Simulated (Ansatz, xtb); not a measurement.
**Relative energy of two isomers of C3H13NSi2**

Structure a: `C[SiH2]N(C)[SiH2]C`, a singlet. Structure b: `CCC[SiH2]N[SiH3]`, a singlet. Both are isolated molecules in the gas phase, relaxed with B3LYP-D3(BJ)/def2-SVP, each in the lowest conformer that the search found.

Question: Which of the two would you expect CCSD(T)/def2-SVP + ΔMP2/def2-TZVPP electronic energies to favour?

Answer: Not settled: CCSD(T)/def2-SVP + ΔMP2/def2-TZVPP gives E(b) − E(a) = +3.0 kcal/mol, but this leans on the basis-set step: CCSD(T) alone gives +0.8 kcal/mol.

How the difference moves with the method:

| level | geometry | E(b) − E(a) (kcal/mol) | departure from the last row (kcal/mol) | job, with rough time for the two |
| --- | --- | --- | --- | --- |
| GFN2-xTB | GFN2-xTB | −7.5 | −10.5 | optimisation, 0.47 s |
| HF/STO-3G | GFN2-xTB | +7.6 | +4.6 | single point, 0.44 s |
| r2SCAN-D4/def2-SVP | GFN2-xTB | +3.4 | +0.5 | single point, 4.5 s |
| B3LYP-D3(BJ)/def2-SVP | B3LYP-D3(BJ)/def2-SVP | +2.8 | −0.2 | optimisation, 2.9 min |
| HF/def2-SVP | B3LYP-D3(BJ)/def2-SVP | +0.5 | −2.4 | part of the CCSD(T) run |
| MP2/def2-SVP | B3LYP-D3(BJ)/def2-SVP | +1.1 | −1.9 | part of the CCSD(T) run |
| CCSD(T)/def2-SVP | B3LYP-D3(BJ)/def2-SVP | +0.8 | −2.2 | single point |
| CCSD(T)/def2-SVP + ΔMP2/def2-TZVPP | B3LYP-D3(BJ)/def2-SVP | +3.0 |  | single point, 86 s |

As drawn, b has 2 C–C, 1 Si–H, 1 N–H in place of 1 C–Si, 1 C–N, 2 C–H.

GFN2-xTB puts the two in the other order. The largest departure from CCSD(T)/def2-SVP + ΔMP2/def2-TZVPP is that of GFN2-xTB, 10.5 kcal/mol. A small imaginary or near-zero mode remains, so no thermal terms are given. The last row adds to CCSD(T) the change of the MP2 difference between the two basis sets, here +2.2 kcal/mol.

The correlated steps freeze 14 core orbitals. Codes used: Ansatz 0.2.0, xtb 6.7.1; the last row on 4 threads of Arm Neoverse V1 on a shared host.

Every level except GFN2-xTB places a lower, but the preference is slight because the isomers share the Si–N–Si core and differ by a nearly balanced exchange of bonds. The extra C–H bonds and the second polar Si–C bond of a probably just outweigh the N–H, Si–H and C–C bonds gained in b. Correlation hardly alters this balance in the small basis, where HF, MP2 and CCSD(T) lie close together; enlarging the basis matters more, which suggests that the polar bonds around silicon and nitrogen are incompletely described there. The closeness of the two density functionals to the last row, reached in that same small basis, may therefore owe something to error cancellation. The reversed GFN2-xTB order stems mainly from its energy model rather than its geometries, since r2SCAN-D4 favours a on those same structures. The flexible propyl chain of b should offer more accessible conformers, an entropic advantage that single-conformer energies don't capture.
